## What is computed

The relaxed edges $a$ and $c$ of a crystal cell are the lengths at which the computed forces and stresses have died away. Here the crystal is Al₃Cu, a stack of four square layers, three of aluminium and one of copper. The method is density-functional theory with the r2SCAN functional, and each run starts from the same cell. Only the k mesh differs, that is, the set of electron wavelengths that the calculation admits along each edge.

Al₃Cu (P4/mmm, 4 atoms in the cell), cell and atoms relaxed to zero pressure from a = 2.778 Å, c = 7.513 Å on Gamma-centred k meshes; b equals a. Computed with Ansatz 0.2.0, plane-wave PAW, r2SCAN, scalar-relativistic, no spin polarisation, cutoff 500 eV, Gaussian smearing of 0.1 eV. Volume change is relative to the start cell (14.50 Å³ per atom).

| k mesh | volume per atom (Å³) | volume change (%) | length a (Å) | length c (Å) |
| --- | --- | --- | --- | --- |
| 1x1x1 | 12.00 | -17.21 | 2.065 | 11.260 |
| 2x2x1 | 14.62 | 0.85 | 3.059 | 6.251 |
| 4x4x2 | 14.46 | -0.25 | 2.953 | 6.633 |
| 6x6x2 | 14.53 | 0.22 | 2.784 | 7.500 |
| 6x6x4 | 14.60 | 0.67 | 2.780 | 7.558 |
| 8x8x4 | 14.60 | 0.71 | 2.770 | 7.612 |

Volume change is counted from the start cell. Three sizes are worth remembering. A single k point puts $c$ wrong by several ångström. The next two meshes still miss it by 1.0 to 1.4 Å, yet give the volume to within 1 %. On the three densest meshes $c$ still moves by about 0.05 Å a step. These errors are relative to the 8x8x4 run, the densest at hand, which is itself not shown to be converged.

## The volume hides the shape

The ratio $c/a$ shows what has happened. In this stacking, evenly spaced layers form a body-centred cubic arrangement at $c/a = 2$ and a face-centred one at $2\sqrt{2}\approx 2.83$. The 8x8x4 cell has 2.75 and is close to the face-centred shape. The 2x2x1 cell has 2.04, practically the body-centred ratio, while 4x4x2 lies between the two at 2.25.

Someone who checked only the volume would accept 2x2x1, since it agrees with 8x8x4 to 0.14 %. In truth its $a$ is too long by 0.29 Å and its $c$ too short by 1.36 Å, and the two errors cancel in the product $a^2c$. The single-point run errs the other way, with a very short $a$ and a very long $c$. These differences come from the sampling, because nothing but the mesh was changed, and they are no evidence for other phases of the alloy.

## What a k mesh does to the electrons

A mesh with $N$ points along an edge of length $L$ admits only waves that repeat after the distance $NL$. In the start cell, a single point allows nothing longer than 2.8 Å in the plane, apart from the wave that is constant there. Along $c$ it allows 7.5 Å. An electron with wavelength $\lambda$ has the kinetic energy

$$\varepsilon=\frac{h^2}{2m\lambda^2}\approx\frac{150\ \text{eV Å}^2}{\lambda^2},$$

so short waves are expensive. The electrons take the cheapest waves on offer, and a coarse mesh can offer far too few in one direction.

The simplest model treats the ten outer electrons of the cell, three from each Al and one from Cu, as free. The lowest admitted waves are filled with two electrons each, and the energy is averaged over the mesh. The result splits into an in-plane part $W_\parallel$, which scales as $1/a^2$, and a part $W_c$ along $c$, which scales as $1/c^2$.

Now let $c$ grow by 1 % at fixed volume, so that $a$ shrinks by half a percent. $W_c$ falls by 2 % and $W_\parallel$ rises by 1 %. The push towards a longer $c$ is therefore

$$F = 2W_c - W_\parallel .$$

With very many k points the motion is shared evenly among the three directions. Then $W_\parallel$ is twice $W_c$, and the push vanishes. This is the limiting case against which a coarse mesh is to be judged. In a real crystal the ions and the remaining electrons settle the shape, and an uneven mesh adds a false push to theirs.

## One k point: no motion in the plane

The opposite limit can be worked out by hand. With one k point in the start cell, the cheapest wave is constant everywhere and costs nothing. Next come two waves with one period along $c$, at 2.66 eV each, and two with two periods, at 10.66 eV each. The cheapest wave with any motion in the plane would cost 19.5 eV. Ten electrons fill exactly the first five waves, and none of them moves in the plane.

The kinetic energy of the cell is then

$$W = 2\times 0 + 4\times 2.66 + 4\times 10.66 \approx 53.3\ \text{eV}.$$

The same count on the 8x8x4 mesh gives $44.95+22.88\approx 67.8$ eV. The single point should thus make the start cell too low in energy by about 14.5 eV. The run itself, at its first step and before anything has moved, lies 11.9 eV below the 8x8x4 run. The model holds no constant adjusted to these runs, so the agreement within about a quarter is a real test of it, though for one row.

The model also gives the direction of the relaxation, though no output isolates this cause from others. Shrinking $a$ costs these electrons no kinetic energy, because none of them moves in the plane. Lengthening $c$ by 1 % at fixed volume gains them about 1.1 eV. The missing kinetic energy is also missing outward pressure, so the cell contracts as a whole, and the run loses 18 % of its volume against 8x8x4.

The model gives the direction of this collapse but not its end. In the relaxed cell it would leave a gap of 5.9 eV between filled and empty waves, whereas the run finds 0.08 eV. Free waves leave out the pull of the ions and the copper d electrons, and in so distorted a cell these probably matter a great deal. Neighbours in the plane are also only 2.065 Å apart there, so the atomic spheres of the PAW method may overlap and the end point itself deserves little trust. The relaxed cell also lies 39 eV below the relaxed 8x8x4 cell. That is no sign of stability, since total energies on different meshes contain different sampling errors.

## Two points along a: the error turns round

The 2x2x1 mesh doubles the longest wavelength in the plane and leaves the sampling along $c$ as it was. The cheapest in-plane motion now costs a quarter of 19.5 eV, about 4.9 eV. That is less than the 10.66 eV of the dearest waves filled before, so electrons move over from motion along $c$ to motion in the plane. The shift goes too far.

In the model $W_\parallel$ becomes 48.7 eV and $W_c$ 18.7 eV, where the 8x8x4 mesh has 45.0 and 22.9 eV. The push changes sign, to about −11 eV. The electrons now gain by a longer $a$ and a shorter $c$, which is how the run relaxes. In this picture the two coarsest meshes err in opposite directions for one reason: each favours motion along one direction at the expense of the other.

The sign of the push is less safe here than for one k point. The model fills only one of the two waves at 10.66 eV, and the four waves just below them, which move only in the plane, lie about 0.9 eV lower. Emptying one of these four to fill the second wave along $c$ would turn the push round. The ions could bring that about, so the direction in which the run relaxes supports the explanation without proving it.

The same count suggests why the volume survives. The electrons' outward pressure depends on the sum $W_\parallel+W_c$, while the shape depends on how the sum is divided. On the 2x2x1 mesh one part is too large and the other too small by about 4 eV, so the sum is wrong by less than half an electronvolt. With one k point the sum fails as well, and there the volume fails too.

The pressures support this only roughly. For the start cell on the 2x2x1 mesh, the model expects a pressure error of about −1 GPa, and the run shows +3 GPa. For the single point it expects −27 GPa against the run's −15 GPa. It tells a large pressure error from a small one, but the sign of a small one is beyond it. An error of +3 GPa alone would be expected to swell the cell by a few per cent, so the match in volume to 0.14 % is probably in part luck. The separate stresses along $a$ and $c$ at the first step, which would test the push itself, are not reported.

## The 4x4x2 mesh: an error larger than the energy gained

The 4x4x2 row needs more than the count of waves. The model still gives a push towards shorter $c$, but of only −0.9 eV. On the 8x8x4 mesh it gives a push of nearly the same size in the other direction, and that run stays near the start cell. Held constant from the start cell to the relaxed one, the push on the 4x4x2 mesh is worth only about 0.1 eV. It could make $c$ 0.98 Å too short only if the energy hardly depended on the shape.

On this mesh, the run's own energies point that way. Between its first and last step $c$ falls from 7.51 to 6.63 Å, and the energy of the cell drops by only 0.21 eV. On the start cell, the error of this mesh against 8x8x4 is 0.40 eV. The error is thus larger than the whole energy gained on the way. It also seems to change with the shape. The relaxed 4x4x2 cell lies 0.19 eV above the relaxed 8x8x4 cell. If the latter is the lowest cell on its own mesh, the error has fallen from 0.40 eV to at most 0.19 eV on the way, and this fall is what carries the minimum to a shorter $c$.

Such a shallow slope is plausible from general knowledge of metals. A simple metal such as aluminium has nearly the same volume per atom in the body-centred and the face-centred packing, and the two energies differ by roughly a tenth of an electronvolt per atom. For four atoms that is about as much as the error of this mesh on the start cell. The cell can slide from one towards the other at nearly constant volume. How steep the slope really is for Al₃Cu remains open, because the 4x4x2 shape was not recomputed on a denser mesh.

## The dense meshes: the volume settles first

From 6x6x2 on, the cell stays close to its starting shape. Going to 6x6x4 refines the sampling along $c$ alone, and $c$ grows by 0.058 Å while the volume rises by 0.45 %. The step to 8x8x4 changes the volume by only 0.04 %, yet $c$ grows by another 0.054 Å and $a$ shrinks by 0.010 Å. The energy still moves by 22 meV per atom. The volume looks settled; the shape does not yet.

The free-electron count can't explain these last shifts. For the meshes from 2x2x1 to 6x6x4 it misses the energy errors by 0.10 to 0.25 eV, while the errors themselves are 0.09 to 0.40 eV in size, and for 6x6x2 and 6x6x4 it has the wrong sign. The push is no better defined. On the 6x6x4 mesh, two groups of waves at the edge of filling differ by about 1 meV, far less than the smearing. Exchanging eight of them changes the push by about 2 eV, more than the push on any of the three densest meshes.

## Using the result

For a neighbouring layered metal, the first guess comes from the same count. One lists the cheapest waves that the mesh admits along each edge, fills them, and looks for the direction that holds too little motion. That edge is expected to come out too short and the other too long. The guess is useful when the imbalance is gross, as in the first two rows, and it loses its value on finer meshes.

In practice, $a$ and $c$ should be followed separately as the mesh is refined, and a steady volume should not be taken as proof of a converged cell. For Al₃Cu a mesh denser than 8x8x4 would have to show that $c$ has stopped growing. The relaxations also kept the tetragonal symmetry of the start, so a lower-lying distorted cell is not ruled out.
